Worked problem: mesh-dependent RDME rate for I + I → I₂ in hexane

PROBLEM

Two iodine atoms diffuse in liquid n-hexane in a periodic cube of edge L. In the reaction-diffusion master equation (RDME) the cube is cut into N = (L/h)³ cubic voxels of edge h. Each atom hops to each of its 6 neighbour voxels at rate D_I/h². A voxel holding n_v atoms fires I + I → I₂ with propensity k_meso·n_v(n_v−1)/2, so k_meso (ns⁻¹) is a rate per pair. The microscopic reference is the Collins-Kimball model (1949): the pair separation r diffuses for r > σ, and the flux into contact equals k_a times the pair density at r = σ.

Inputs, all typical or assumed values:
 temperature T = 298 K
 atomic mass of I: 126.90 u
 contact distance σ = 0.40 nm
 diffusion coefficient of an I atom in hexane D_I = 5.0 nm²/ns
 box edge L = 30 nm
 Case A: diffusion control, k_a → ∞
 Case B: k_a = hard-sphere collision rate constant, with reaction probability 1 per collision and contact pair correlation 1 (no electronic-state factor, no solvent structure)
σ and D_I were chosen so that the recombination constant comes out at the order typical of this reaction in light alkanes, 10¹⁰ M⁻¹ s⁻¹. All results are the model's; three or four figures are kept only so that the differences below can be followed.

(a) Find k_a, the diffusion-limited constant k_D, the Collins-Kimball constant k_CK, and k_r defined by d[I₂]/dt = k_r[I]².
(b) Derive k_meso(h) by matching mean binding times; find the smallest admissible h.
(c) Tabulate k_meso for h = 1.0 to 10 nm.
(d) Find the rate that the RDME delivers if k_meso = k_CK/h³ is used.
(e) Verify the match for h = 1.5 nm in the finite box.
(f) Compare the fate of a close pair in the two models.
(g) State what changes in 1D and 2D.

SOLUTION

(a) Microscopic constants

The separation vector diffuses with D = 2D_I = 10 nm²/ns. Reduced mass μ = 63.45 u, μc² = 5.910×10¹⁰ eV, k_BT = 0.02568 eV.

One-sided thermal flux velocity of the relative motion:
 κ = c·√(k_BT/(2πμc²)) = 2.998×10⁸ nm/ns × 2.630×10⁻⁷ = 78.84 nm/ns
 k_a = 4πσ²κ = 158.5 nm³/ns
 k_D = 4πσD = 50.27 nm³/ns

Steady pair density, normalised to 1 at infinity: ρ(r) = 1 − B/r. The condition 4πσ²D·ρ′(σ) = k_a·ρ(σ) gives B = σk_a/(k_a + k_D). The flux is 4πDB, so resistances add:
 1/k_CK = 1/k_a + 1/k_D   (1)
 Case A: 1/k_CK = 19.89×10⁻³ ns/nm³, k_CK = 50.27 nm³/ns
 Case B: 1/k_CK = (6.31 + 19.89)×10⁻³ = 26.20×10⁻³ ns/nm³, k_CK = 38.16 nm³/ns

Convention for identical partners: k_CK/V is the long-time rate for one pair in volume V. At number density C there are C²V²/2 pairs, so events per volume are k_CK·C²/2, k_r = k_CK/2 and d[I]/dt = −2k_r[I]². With 1 nm³/ns = 6.022×10⁸ M⁻¹ s⁻¹: k_r = 1.51×10¹⁰ M⁻¹ s⁻¹ (A) and 1.15×10¹⁰ M⁻¹ s⁻¹ (B).

(b) Matching mean binding times

Lattice side. The separation x walks on the same periodic lattice, at rate 2D_I/h² = D/h² per neighbour, total 6D/h², with a sink k_meso at x = 0. The mean time to reaction t(x) obeys
 (D/h²)·Σ_neighbours [t(x′) − t(x)] − k_meso·δ(x,0)·t(x) = −1.
Sum over all N sites. The hopping terms cancel, so t(0) = N/k_meso, exactly. The rest, t(x) − t(0), is the mean time to hit the origin. Its Fourier components at q ≠ 0 follow by dividing the source N·δ(x,0) by the hopping eigenvalue (6D/h²)(1 − λ_q), with λ_q = (cos q₁ + cos q₂ + cos q₃)/3, q_i = 2πj_i/n, n = L/h. Averaging over a uniform start:
 τ_meso = N/k_meso + (h²/6D)·N·G_n, G_n = (1/N)·Σ_{q≠0} 1/(1 − λ_q).   (2)
For large n the sum tends to Watson's simple-cubic integral (1939), W = 1.516386, the mean number of visits to the origin, the start included, on the infinite lattice. The leading correction comes from small q, where 1 − λ_q ≈ q²/6:
 G_n = W − 6ξ/(4πn) + O(n⁻³), 6ξ/4π = 1.3547,
where ξ = 2.8373 is the Ewald constant of a simple-cubic array of point sources in a uniform compensating background. With V = L³ = Nh³:
 τ_meso/V = 1/(k_meso·h³) + W/(6Dh) − ξ/(4πDL).   (3)

Continuum side. D∇²t = −1 outside the sphere. Write t = A − V·g(r), where g is the zero-mean periodic Green function, D∇²g = −δ(r) + 1/V. Near the origin g = 1/(4πDr) − ξ/(4πDL) + r²/(6DV). Then A is the volume average of t up to terms of order σ²/D and σ³/k_CK. The contact condition 4πσ²D·t′(σ) = k_a·t(σ) has left side V − 4πσ³/3 ≈ V, so t(σ) = V/k_a and
 τ_micro/V = 1/k_a + 1/(4πσD) − ξ/(4πDL).   (4)

The 1/L terms in (3) and (4) are the same long-wavelength effect and cancel. Setting τ_meso = τ_micro, with W/6 = 0.2527:
 1/(k_meso·h³) = 1/k_a + 1/(4πσD) − 0.2527/(Dh).   (5)
This matching is due to Hellander, Hellander and Petzold (2012). Reading: the lattice already supplies a diffusive resistance W/(6Dh); k_meso may add only what is missing from 1/k_CK.

Define h* = W·k_CK/(6D). Then (5) reads
 k_meso = (k_CK/h³)/(1 − h*/h),   (6)
positive only for h > h*.
 Case A: h* = h∞ = (2πW/3)·σ = 3.176σ = 1.270 nm, independent of D and hence of T at fixed σ.
 Case B: h* = 0.2527 × 38.16 nm³/ns ÷ 10 nm²/ns = 0.9645 nm = 2.41σ.
Equivalent statement: seen from afar, a perfectly absorbing voxel is an absorbing sphere of radius h/3.176 = 0.315h. If that radius is below k_CK/(4πD), no finite k_meso is fast enough. At h = h∞ the last two terms of (5) cancel and k_meso = k_a/h³, which is 77.3 ns⁻¹ in case B.

The bound transfers to any diffusion-controlled pair with a sharp capture radius. For a neutral vacancy and self-interstitial in silicon, with an assumed capture radius of 0.50 nm and no barrier, the model gives h∞ = 1.59 nm for a cell-based simulation.

(c) Table of rates

Columns: h (nm); W/(6Dh) (10⁻³ ns/nm³); k_meso case A; k_meso case B; uncorrected k_CK/h³ case B (all rates in ns⁻¹).
 1.0 | 25.27 | none | 1.08×10³ | 38.2
 1.5 | 16.85 | 97.3 | 31.7 | 11.3
 2.0 | 12.64 | 17.2 | 9.21 | 4.77
 3.0 | 8.42 | 3.23 | 2.08 | 1.41
 5.0 | 5.05 | 0.539 | 0.378 | 0.305
 10 | 2.53 | 0.0576 | 0.0422 | 0.0382

Sample row, case B, h = 1.5 nm: (26.20 − 16.85)×10⁻³ = 9.35×10⁻³ ns/nm³; the inverse is k_meso·h³ = 106.9 nm³/ns; division by h³ = 3.375 nm³ gives 31.7 ns⁻¹.

At h = 1.0 nm, case A, the right side of (5) is −5.38×10⁻³ ns/nm³: no rate exists. In case B it is 0.93×10⁻³ ns/nm³, only 3.5 % of 1/k_CK. A small relative change in 1/k_CK is amplified 28-fold in k_meso, so that entry is an order of magnitude only.

(d) Fixed rate constant, shrinking mesh

Put k_meso = k_CK/h³ into (3) and let L → ∞. The delivered pair constant k_eff = V/τ_meso counts diffusion twice:
 1/k_eff = 1/k_CK + W/(6Dh), k_eff/k_CK = h/(h + h*).   (7)
Case B:
 h (nm): 10, 5.0, 3.0, 2.0, 1.5, 1.0, 0.30, 0.10
 k_eff/k_CK: 0.912, 0.838, 0.757, 0.675, 0.609, 0.509, 0.237, 0.094
A deficit below 5 % needs h > 19h* = 18.3 nm, more than half the box edge.

For any k_meso, even infinite, (3) gives k_eff ≤ 6Dh/W = 3.957·D·h. This ceiling vanishes linearly in h. The reason: the RDME lets atoms react only in the same voxel, so the target shrinks with h, and in the limit two point particles in three dimensions never meet. First-order channels and diffusion survive the limit h → 0; bimolecular events do not.

(e) Finite box, h = 1.5 nm, case B

V = 27000 nm³; two atoms correspond to 7.41×10⁻⁵ nm⁻³ = 0.123 mM. Mesh n = 20, N = 8000.

Continuum, from (4):
 V/k_CK = 707.5 ns
 ξL²/(4πD) = 20.3 ns (2.9 % of the first term)
 τ_micro = 687.2 ns.
Lattice, from (2):
 N/k_meso = 252.6 ns
 mean wait per hop h²/6D = 0.0375 ns, times N gives 300 ns
 G₂₀ = 1.4487, from the finite sum and equally from W − 1.3547/20
 hitting time 300 ns × 1.4487 = 434.6 ns
 τ_meso = 252.6 + 434.6 = 687.2 ns.
Equality of the leading terms holds by construction. What the finite sum tests is the cancellation of the 20.3 ns term. The terms dropped have scales σ²/D = 0.016 ns and h²/D = 0.225 ns, with small prefactors, against 687 ns.

With the uncorrected rate 11.3 ns⁻¹ the first term is V/k_CK: τ = 707.5 + 434.6 = 1142 ns, longer by a factor 1.66.

(f) What the match leaves unfixed

Continuum, infinite volume: a pair at separation r eventually reacts with probability B/r = (σ/r)·k_CK/k_D. From contact in case B this is 0.759.

Lattice, infinite volume: without a sink a pair that starts in one voxel spends there a total time that is exponentially distributed with mean s = W·h²/(6D). With the sink it reacts with probability
 P = k_meso·s/(1 + k_meso·s) = h*/h, using (6).
This equals the continuum value at r = 0.315h. At h = 1.5 nm, P = 0.643, below the contact value by 0.116. At h = h∞ the two coincide. For h* < h < h∞ the lattice value exceeds the contact value (0.9645 at h = 1.0 nm): the equivalent separation 0.315h lies inside the hard core and k_meso·h³ > k_a. So in case B a positive rate exists down to 0.9645 nm, but h ≥ 1.270 nm is the range in which the voxel pair has a continuum counterpart. Geminate recombination after photolysis of I₂ starts at separations of order σ. Equation (5) fixes the bulk rate and gives the close-pair yield correctly only near h∞; cage dynamics are outside both models.

An upper limit on h comes from elsewhere: voxels must be small against the length over which [I] varies. Equation (5) is also a two-particle result; it assumes that a third atom is rarely within a few h of a pair.

(g) Other dimensions

In d dimensions the hop rate is 2dD/h², λ_q is the mean of d cosines, and (2) holds with h²/(2dD).

1D. Σ_{q≠0} 1/(1 − cos q) = (n² − 1)/6, so the hitting time is (h²/2D)(n² − 1)/6 → L²/(12D), finite as h → 0. Points meet on a line and reactions survive.

2D. On the square lattice the hitting time from x, with h ≪ |x| ≪ L, is (h²/4D)·N·a(x), where a is the potential kernel of the walk:
 a(x) ≈ (2/π)·ln(|x|/h) + (2γ + 3 ln 2)/π = (2/π)·ln(|x|/r₀), r₀ = h·e^(−γ)/2^(3/2) = 0.1985h,
with γ Euler's constant. The time is (L²/2πD)·ln(|x|/r₀). The continuum result near an absorbing disc is (L²/2πD)·ln(r/σ). In the same periodic box all L-dependent terms are common, so with k_a now in nm²/ns
 1/(k_meso·h²) = 1/k_a + (1/2πD)·ln(h/(5.04σ)), since 2^(3/2)·e^γ = 5.04.
For diffusion control h must exceed 5.04σ, which is 2.015 nm for the same σ. The often quoted 5.1σ comes from a different reference domain. The lattice average has G_n = (1/π)·ln N + 0.1951. A reflecting disc of area L² gives τ = (L²/2πD)·[ln(L/(√π·σ)) − 3/4]. Equating the two yields h = √π·exp(3/4 + 0.1951·π/2)·σ = 5.10σ. The 1.2 % gap reflects disc against periodic square, not the mesh.

At fixed k_meso·h² the 2D hitting time grows as (L²/2πD)·ln(L/h): 33.0 ns per decade of refinement for L = 30 nm, D = 10 nm²/ns. The divergence is logarithmic in 2D and goes as 1/h in 3D; in both, the bimolecular rate tends to zero as h → 0.

Answers for the model: k_CK = 50.27 (A) and 38.16 (B) nm³/ns; smallest mesh 1.270 nm (A) and 0.9645 nm (B); at h = 1.5 nm, k_meso = 97.3 ns⁻¹ (A) and 31.7 ns⁻¹ (B); mean binding time in the 30 nm box 687 ns (B), against 1142 ns with the uncorrected rate.